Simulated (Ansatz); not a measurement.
**A ladder of methods for CH2F2 (SMILES FCF)**

CH2F2 has 5 atoms, charge 0, and is taken as a singlet. SMILES: `FCF`. The coordinates come from a PBE0-D4/def2-TZVP relaxation.

```jsonl
{"atom": "F", "x (Å)": "-1.0733", "y (Å)": "0.1912", "z (Å)": "0.6983"}
{"atom": "C", "x (Å)": "0.0101", "y (Å)": "-0.0169", "z (Å)": "-0.0823"}
{"atom": "F", "x (Å)": "1.0905", "y (Å)": "-0.1792", "z (Å)": "0.7132"}
{"atom": "H", "x (Å)": "-0.1427", "y (Å)": "-0.9329", "z (Å)": "-0.6595"}
{"atom": "H", "x (Å)": "0.1653", "y (Å)": "0.8642", "z (Å)": "-0.7111"}
```

Each level gives the energy change with the C2–H5 bond stretched from 1.094 to 1.640 Å (eV). The values are calculated.

```tsv
level	kind	program	value (eV)	less FCI/STO-3G	CPU time (all runs)
BLYP/STO-3G (restricted)	GGA	Ansatz	1.52	-0.35	1.5 s
revPBE/STO-3G (restricted)	GGA	Ansatz	1.57	-0.30	1.5 s
r2SCAN/STO-3G (restricted)	meta-GGA	Ansatz	1.84	-0.03	3.4 s
B3LYP/STO-3G (restricted)	global hybrid	Ansatz	1.90	+0.03	1.6 s
PBE0/STO-3G (restricted)	global hybrid	Ansatz	2.06	+0.19	1.5 s
HSE06/STO-3G (restricted)	range-separated hybrid	Ansatz	2.06	+0.19	1.8 s
CCSD(T)/STO-3G (restricted)	coupled cluster or CI	Ansatz	1.89	+0.02	0.22 s
CCSDT/STO-3G (restricted)	coupled cluster or CI	Ansatz	1.88	+0.01	0.44 s
FCI/STO-3G	exact in the basis	Ansatz	1.87	0.00	5.2 s
```

FCI/STO-3G is exact within its basis and frozen core, so for wave-function methods in that basis the difference is their error; functionals converge differently with the basis, so for them it is only a difference. The first shape isn't each level's own minimum. The values span 1.52 to 2.06 eV. All rows use very small basis sets, so even the best lies far from the true value. Times are those of the runs behind each value, whatever else they computed, on shared processors of several kinds: orders of magnitude only.

The coupled-cluster values lie almost on top of the full CI result, so at this stretch the C–H bond is still described well by a single dominant configuration. Elongation narrows the σ–σ* separation and mixes in the doubly excited σ*² configuration, but evidently not enough to upset the perturbative triples. The small excess left in CCSDT reflects missing quadruple and higher excitations.

Among the functionals, the two GGAs give the softest stretch and the hybrids the stiffest. A restricted determinant keeps too much ionic character as the bond lengthens. Semilocal exchange partly mimics the left-right correlation that offsets this, and exact exchange removes some of that compensation, which probably explains much of the rise from BLYP to B3LYP. Exact exchange is not the whole story, since r2SCAN, which has none, reaches 1.84 eV. PBE0 and HSE06 agree, as expected when screening acts mainly beyond the length of the bond. A single partly stretched geometry does not establish the dissociation energy, or how these methods behave nearer to separated radicals.
